**Relativistic change of the 4d shell in 51-electron ions, Te+ to Dy15+**

The table holds the 4d orbital energy and mean radius from non-relativistic Hartree-Fock (point nucleus) and Dirac-Coulomb Hartree-Fock (Fermi nucleus, $2j+1$ mean), both configuration averages at the basis limit from a B-spline radial code. The program works out the Dirac minus non-relativistic shift and its steps, separates steps at fixed configuration from those where 4f replaces 5p or 5s, and evaluates one parameter-free estimate of the direct effect, a Dirac hydrogenic 4d electron with $Z_\text{eff}=21/\langle r\rangle$. The shift is positive in all rows, rises at every fixed-configuration step and falls at every swap, by an excess of about 0.5 eV per 5p and 1 eV per 5s electron. The radius change falls throughout and is negative only for $4f^5$. The estimate has the opposite sign to the computed energy shift and underestimates the Cs4+ $j$ splitting about threefold, so it serves for sign and order of magnitude only.

4d orbital energies and mean radii of ions with 51 electrons, from B-spline radial code 1 at the basis-set limit: non-relativistic Hartree-Fock with a point nucleus beside Dirac-Coulomb Hartree-Fock with a Fermi nucleus. Both average over the nl configuration; Dirac values are means over 4d3/2 and 4d5/2 with weights 2j+1.

## Program and output

```python
# Table: 4d orbital energy and <r> of 51-electron ions, B-spline radial code, non-relativistic HF (point nucleus)
# against Dirac-Coulomb HF (Fermi nucleus, (2j+1) mean). Tested: steps at fixed configuration against steps where
# 4f replaces 5p or 5s, and one parameter-free estimate of the direct effect (screened Dirac hydrogenic 4d).
T = {
    'ion': ['Te+', 'I2+', 'Xe3+', 'Cs4+', 'Ba5+', 'La6+', 'Ce7+', 'Pr8+', 'Nd9+', 'Pm10+', 'Sm11+', 'Eu12+', 'Gd13+', 'Tb14+', 'Dy15+'],
    'Z': [52, 53, 54, 55, 56, 57, 58, 59, 60, 61, 62, 63, 64, 65, 66],
    'charge': [1, 2, 3, 4, 5, 6, 7, 8, 9, 10, 11, 12, 13, 14, 15],  # e
    'configuration': ['[Kr] 4d10 5s2 5p3', '[Kr] 4d10 5s2 5p3', '[Kr] 4d10 5s2 5p3', '[Kr] 4d10 5s2 5p3', '[Kr] 4d10 5s2 5p3', '[Kr] 4d10 5s2 5p3', '[Kr] 4d10 5s2 5p3', '[Kr] 4d10 4f1 5s2 5p2', '[Kr] 4d10 4f2 5s2 5p1', '[Kr] 4d10 4f3 5s2', '[Kr] 4d10 4f3 5s2', '[Kr] 4d10 4f3 5s2', '[Kr] 4d10 4f5', '[Kr] 4d10 4f5', '[Kr] 4d10 4f5'],
    'e_nr': [-64.5022, -85.4371, -108.722, -134.186, -161.723, -191.261, -222.749, -248.366, -274.993, -302.647, -339.88, -379.024, -402.437, -444.148, -487.732],  # eV
    'e_avg': [-62.2412, -82.9311, -105.971, -131.188, -158.476, -187.764, -219.003, -244.864, -271.754, -299.699, -336.719, -375.665, -400.868, -442.493, -486.01],  # eV
    'e_pct': [-3.51, -2.93, -2.53, -2.23, -2.01, -1.83, -1.68, -1.41, -1.18, -0.974, -0.93, -0.886, -0.39, -0.373, -0.353],  # %
    'r_nr': [0.95976, 0.9101, 0.86599, 0.82649, 0.79087, 0.75854, 0.72902, 0.70835, 0.68908, 0.67102, 0.64881, 0.62806, 0.61784, 0.59927, 0.5818],  # bohr
    'r_avg': [0.96687, 0.91621, 0.87125, 0.83104, 0.79481, 0.76194, 0.73195, 0.71061, 0.69074, 0.67216, 0.6497, 0.62871, 0.61754, 0.5988, 0.58115],  # bohr
    'r_pct': [0.741, 0.671, 0.608, 0.551, 0.498, 0.449, 0.403, 0.319, 0.241, 0.169, 0.136, 0.103, -0.0495, -0.08, -0.112],  # %
}
import numpy as np
from scipy.constants import alpha, physical_constants
H = physical_constants['Hartree energy in eV'][0]
ion = T['ion']; cfg = [c.replace('[Kr] 4d10 ', '') for c in T['configuration']]
Z, en, ed, ep, rn, rd, rp = [np.array(T[k], float) for k in ('Z', 'e_nr', 'e_avg', 'e_pct', 'r_nr', 'r_avg', 'r_pct')]
# further outputs of the same runs: sum of <r^2> over all electrons (bohr^2), Dirac and non-relativistic
s2d = np.array([50.05601, 42.24339, 36.70723, 32.48801, 29.12589, 26.36455, 24.04636, 20.93494, 18.18639, 15.74663, 14.60641, 13.60539, 11.29222, 10.55816, 9.904264])
s2n = np.array([51.31205, 43.33673, 37.68527, 33.3816, 29.95515, 27.14311, 24.78385, 21.5693, 18.72588, 16.19747, 15.05285, 14.04619, 11.45171, 10.72732, 10.08097])
dE = ed - en; sE = np.diff(dE); sr = np.diff(rp); sn = np.diff(en); dS = s2d - s2n
print('ion, outer shells | shift Dirac-nonrel eV, step | <r> change %, step | step of nonrel e eV | d sum<r2> bohr2')
for i in range(len(Z)):
    a, b, c = ('%+.3f' % sE[i-1], '%+.3f' % sr[i-1], '%+.1f' % sn[i-1]) if i else ('-', '-', '-')
    print('%-6s%-12s| %.3f %6s | %+.3f %6s | %5s | %+.3f' % (ion[i], cfg[i], dE[i], a, rp[i], b, c, dS[i]))
print('rounding: shift 0.001 eV, its step 0.002 eV; <r> 0.00001 bohr, <r> change 0.001 %')
print('whole series: e change %.2f to %.2f %% (factor %.1f); |e nonrel| grows x%.2f, shift x%.2f'
      % (ep[0], ep[-1], ep[0]/ep[-1], en[-1]/en[0], dE[-1]/dE[0]))
print('fixed configuration: growth factor and local power of Z')
for a, b in ((0, 6), (9, 11), (12, 14)):
    L = np.log(Z[b]/Z[a])
    print(' %s-%s: shift x%.2f (Z^%.1f), |e nonrel| x%.2f (Z^%.1f), mean steps %+.3f eV, %+.3f %% in <r>'
          % (ion[a], ion[b], dE[b]/dE[a], np.log(dE[b]/dE[a])/L, en[b]/en[a], np.log(en[b]/en[a])/L,
             sE[a:b].mean(), sr[a:b].mean()))
print('swaps: excess per electron over the fixed-configuration step just before / just after')
ex = {}
for name, a, b, n in (('5p->4f', 6, 9, 3), ('5s->4f', 11, 12, 2)):
    e = [(dE[b]-dE[a]-(b-a)*s)/n for s in (sE[a-1], sE[b])]
    r = [(rp[b]-rp[a]-(b-a)*s)/n for s in (sr[a-1], sr[b])]
    ex[name] = (np.mean(e), np.mean(r))
    print(' %s %s-%s: total %+.3f eV, %+.3f %%; excess %+.2f / %+.2f eV, %+.3f / %+.3f %%'
          % (name, ion[a], ion[b], dE[b]-dE[a], rp[b]-rp[a], e[0], e[1], r[0], r[1]))
print(' ratio of mean excess 5s/5p: energy %.1f, radius %.1f' % (ex['5s->4f'][0]/ex['5p->4f'][0], ex['5s->4f'][1]/ex['5p->4f'][1]))
print('net contraction d sum<r2>: Eu12+ to Gd13+ changes by %+.3f bohr2, keeps %.0f %%' % (dS[12]-dS[11], 100*dS[12]/dS[11]))
print('<r> Dirac-nonrel bohr: Te+ %+.5f, Eu12+ %+.5f, Gd13+ %+.5f, Dy15+ %+.5f' % tuple((rd-rn)[[0, 11, 12, 14]]))
# further outputs: non-relativistic radii (bohr) and F0(4f,5s) of Eu12+ (eV); Dirac 4d3/2, 4d5/2 of Cs4+
print('Eu12+ nonrel <r>/<r>(4d): 4f %.2f, 5s %.2f' % (0.6809129/rn[11], 1.229293/rn[11]))
print('Pr8+ nonrel <r>/<r>(4d): 4f %.2f, 5s %.2f, 5p %.2f' % (0.8253581/rn[7], 1.414967/rn[7], 1.508169/rn[7]))
print('mean 5s->4f excess / F0(4f,5s) of Eu12+ (23.66 eV) = %.1f %%' % (100*abs(ex['5s->4f'][0])/23.66167))
ej = np.array([-4.874403, -4.785487])*H; rj = np.array([0.8250115, 0.8350651]); br = np.array([0.2793276, 0.2144907])
for k, j in enumerate(('3/2', '5/2')):
    print('Cs4+ 4d%s: e %.2f eV, shift %+.2f eV, <r> change %+.2f %%, Breit %.2f eV'
          % (j, ej[k], ej[k]-en[3], 100*(rj[k]/rn[3]-1), br[k]))
print('Cs4+ mean Breit shift / mean shift = %.0f %%' % (100*(0.4*br[0]+0.6*br[1])/dE[3]))
def dirac(z, kap):  # hydrogenic n = 4: energy shift (eV) and change of <r> (%)
    g = np.sqrt(kap**2-(z*alpha)**2); nr = 4-abs(kap)
    N2 = 16-2*nr*(abs(kap)-g); eps = (nr+g)/np.sqrt(N2)
    return ((eps-1)/alpha**2+z*z/32)*H, 100*(((3*N2-kap**2)*eps-kap)/42-1)
zf = 21/rn; e3, r3 = dirac(zf, 2); e5, r5 = dirac(zf, -3)
me, mr = 0.4*e3+0.6*e5, 0.4*r3+0.6*r5
print('direct effect alone, Dirac hydrogenic 4d, Zeff = 21/<r>: estimate against table')
for i in (0, 3, 6, 11, 14):
    print(' %-6s Zeff %.1f: shift %+.1f against %+.2f eV; <r> %+.2f against %+.2f %%' % (ion[i], zf[i], me[i], dE[i], mr[i], rp[i]))
print(' Cs4+ j splitting: estimate %.2f eV, run %.2f eV (x%.1f)' % (e5[3]-e3[3], ej[1]-ej[0], (ej[1]-ej[0])/(e5[3]-e3[3])))
gap = 100*(rj[1]-rj[0])/rn[3]
print(' Cs4+ j gap in <r>: estimate %.2f %%, run %.2f %% (x%.1f)' % (r5[3]-r3[3], gap, gap/(r5[3]-r3[3])))
same = np.array([cfg[i] == cfg[i+1] for i in range(len(Z)-1)])
assert (dE > 0).all() and (me < 0).all()
assert (sE[same] > 0).all() and (sE[~same] < 0).all()
assert (np.diff(ep) > 0).all() and (sr < 0).all()
assert all((rp[i] < 0) == (cfg[i] == '4f5') for i in range(len(Z)))
```

It prints:

```
ion, outer shells | shift Dirac-nonrel eV, step | <r> change %, step | step of nonrel e eV | d sum<r2> bohr2
Te+   5s2 5p3     | 2.261      - | +0.741      - |     - | -1.256
I2+   5s2 5p3     | 2.506 +0.245 | +0.671 -0.070 | -20.9 | -1.093
Xe3+  5s2 5p3     | 2.751 +0.245 | +0.608 -0.063 | -23.3 | -0.978
Cs4+  5s2 5p3     | 2.998 +0.247 | +0.551 -0.057 | -25.5 | -0.894
Ba5+  5s2 5p3     | 3.247 +0.249 | +0.498 -0.053 | -27.5 | -0.829
La6+  5s2 5p3     | 3.497 +0.250 | +0.449 -0.049 | -29.5 | -0.779
Ce7+  5s2 5p3     | 3.746 +0.249 | +0.403 -0.046 | -31.5 | -0.737
Pr8+  4f1 5s2 5p2 | 3.502 -0.244 | +0.319 -0.084 | -25.6 | -0.634
Nd9+  4f2 5s2 5p1 | 3.239 -0.263 | +0.241 -0.078 | -26.6 | -0.539
Pm10+ 4f3 5s2     | 2.948 -0.291 | +0.169 -0.072 | -27.7 | -0.451
Sm11+ 4f3 5s2     | 3.161 +0.213 | +0.136 -0.033 | -37.2 | -0.446
Eu12+ 4f3 5s2     | 3.359 +0.198 | +0.103 -0.033 | -39.1 | -0.441
Gd13+ 4f5         | 1.569 -1.790 | -0.050 -0.152 | -23.4 | -0.159
Tb14+ 4f5         | 1.655 +0.086 | -0.080 -0.030 | -41.7 | -0.169
Dy15+ 4f5         | 1.722 +0.067 | -0.112 -0.032 | -43.6 | -0.177
rounding: shift 0.001 eV, its step 0.002 eV; <r> 0.00001 bohr, <r> change 0.001 %
whole series: e change -3.51 to -0.35 % (factor 9.9); |e nonrel| grows x7.56, shift x0.76
fixed configuration: growth factor and local power of Z
 Te+-Ce7+: shift x1.66 (Z^4.6), |e nonrel| x3.45 (Z^11.3), mean steps +0.248 eV, -0.056 % in <r>
 Pm10+-Eu12+: shift x1.14 (Z^4.0), |e nonrel| x1.25 (Z^7.0), mean steps +0.206 eV, -0.033 % in <r>
 Gd13+-Dy15+: shift x1.10 (Z^3.0), |e nonrel| x1.21 (Z^6.2), mean steps +0.077 eV, -0.031 % in <r>
swaps: excess per electron over the fixed-configuration step just before / just after
 5p->4f Ce7+-Pm10+: total -0.798 eV, -0.234 %; excess -0.52 / -0.48 eV, -0.032 / -0.045 %
 5s->4f Eu12+-Gd13+: total -1.790 eV, -0.152 %; excess -0.99 / -0.94 eV, -0.060 / -0.061 %
 ratio of mean excess 5s/5p: energy 1.9, radius 1.6
net contraction d sum<r2>: Eu12+ to Gd13+ changes by +0.281 bohr2, keeps 36 %
<r> Dirac-nonrel bohr: Te+ +0.00711, Eu12+ +0.00065, Gd13+ -0.00030, Dy15+ -0.00065
Eu12+ nonrel <r>/<r>(4d): 4f 1.08, 5s 1.96
Pr8+ nonrel <r>/<r>(4d): 4f 1.17, 5s 2.00, 5p 2.13
mean 5s->4f excess / F0(4f,5s) of Eu12+ (23.66 eV) = 4.1 %
Cs4+ 4d3/2: e -132.64 eV, shift +1.55 eV, <r> change -0.18 %, Breit 0.28 eV
Cs4+ 4d5/2: e -130.22 eV, shift +3.97 eV, <r> change +1.04 %, Breit 0.21 eV
Cs4+ mean Breit shift / mean shift = 8 %
direct effect alone, Dirac hydrogenic 4d, Zeff = 21/<r>: estimate against table
 Te+    Zeff 21.9: shift -0.6 against +2.26 eV; <r> -0.19 against +0.74 %
 Cs4+   Zeff 25.4: shift -1.0 against +3.00 eV; <r> -0.25 against +0.55 %
 Ce7+   Zeff 28.8: shift -1.7 against +3.75 eV; <r> -0.32 against +0.40 %
 Eu12+  Zeff 33.4: shift -3.0 against +3.36 eV; <r> -0.44 against +0.10 %
 Dy15+  Zeff 36.1: shift -4.1 against +1.72 eV; <r> -0.51 against -0.11 %
 Cs4+ j splitting: estimate 0.79 eV, run 2.42 eV (x3.1)
 Cs4+ j gap in <r>: estimate 0.18 %, run 1.22 % (x6.9)
```
